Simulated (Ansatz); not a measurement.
## CoW3 (Pm-3m), a film clamped to a substrate

Computed with Ansatz 0.2.0, DFT PBEsol, scalar-relativistic, plane waves, PAW. Settings: plane waves to 420 eV, k-mesh 12×12×12 (Γ-centred), Gaussian smearing 0.15 eV. Spin–orbit coupling is left out, which matters for the heavy elements here. No spin polarisation. A magnetic state may lie lower. Energies are free energies at this smearing, counted from the undisturbed cell; pressure is positive in compression.

Zero of the scan (relaxed at this level; it needn't be the usual structure):

```
CELL_PARAMETERS angstrom
3.85824 0.00000 0.00000
0.00000 3.85824 0.00000
0.00000 0.00000 3.85824
ATOMIC_POSITIONS crystal
Co 0.00000 0.00000 0.00000
W 0.00000 0.50000 0.50000
W 0.50000 0.00000 0.50000
W 0.50000 0.50000 0.00000
```

The cell (4 atoms, V0 = 57.43 Å³) is strained by p along both x and y and by q along z, fractional coordinates fixed. τp = (1/V0) ∂E/∂p = (σxx + σyy)(1 + p)(1 + q) and τq = (1/V0) ∂E/∂q = σzz(1 + p)², with tension positive.

```
     p q  ΔE (meV/atom)  τp (GPa)  τq (GPa)
 0.000   0.000           0.00     -0.07     -0.03
-0.025   0.000          36.71    -33.85    -15.10
 0.025   0.000          31.79     27.52     13.51
 0.000  -0.025           9.50    -15.09     -8.60
 0.000   0.025           8.66     13.52      7.61
```

**Question.** Get the second derivatives of the energy density.

**Answer.** Central differences give A = ∂τp/∂p = 1227 GPa (C11 + C22 + 2 C12), C = ∂τq/∂q = 324 GPa (C33) and the cross term B = ∂τq/∂p = 572 GPa (C13 + C23); ∂τp/∂q = 572 GPa must equal B, and any difference shows higher-order terms. The ions are clamped. In a cubic crystal C11 = C = 324, C12 = B/2 = 286 GPa and A should be 2(C11 + C12) = 1221 GPa; the bulk modulus is (C11 + 2 C12)/3 = 299 GPa.

**Question.** A film of this crystal grows with z along the normal on a substrate that imposes p. How does its thickness respond, and what does the misfit cost?

**Answer.** Count p and q from the stress-free cell. A free surface needs τq = 0, so q = −(B/C) p = -1.76 p. The energy density left is (A − B²/C) p²/2 = M p², with the biaxial modulus M = 109 GPa (a small difference of large numbers, so errors of a few per cent in A, B and C become tens of per cent in M); a misfit of 1 % costs 0.98 meV/atom, against 5.50 meV/atom if the thickness were held.

In a metal these slopes depend on the k mesh and the smearing.

The film is hard to compress but easy to distort tetragonally: C11 (324 GPa) only slightly exceeds C12 (286 GPa), while the bulk modulus is 299 GPa. With the surface free, the thickness therefore responds by -1.76 p, close to conserving volume, and most of the misfit energy is relieved. What remains is governed mainly by the weak tetragonal shear stiffness, not by the strong resistance to volume change.

The high bulk modulus fits strong d–d bonding in a tungsten-rich metal. The soft shear probably reflects tungsten's preference for bcc: its partly filled d band disfavours fcc-type packing, and this strain leads along the Bain path from one to the other. Cobalt's extra d electrons may weaken that preference.

Clamping the ions costs nothing here, since every atom sits on a site that symmetry fixes under these strains. The positive tetragonal stiffness supports resistance to small uniform strains of this kind, but not stability against other shears, cell-doubling distortions or decomposition.
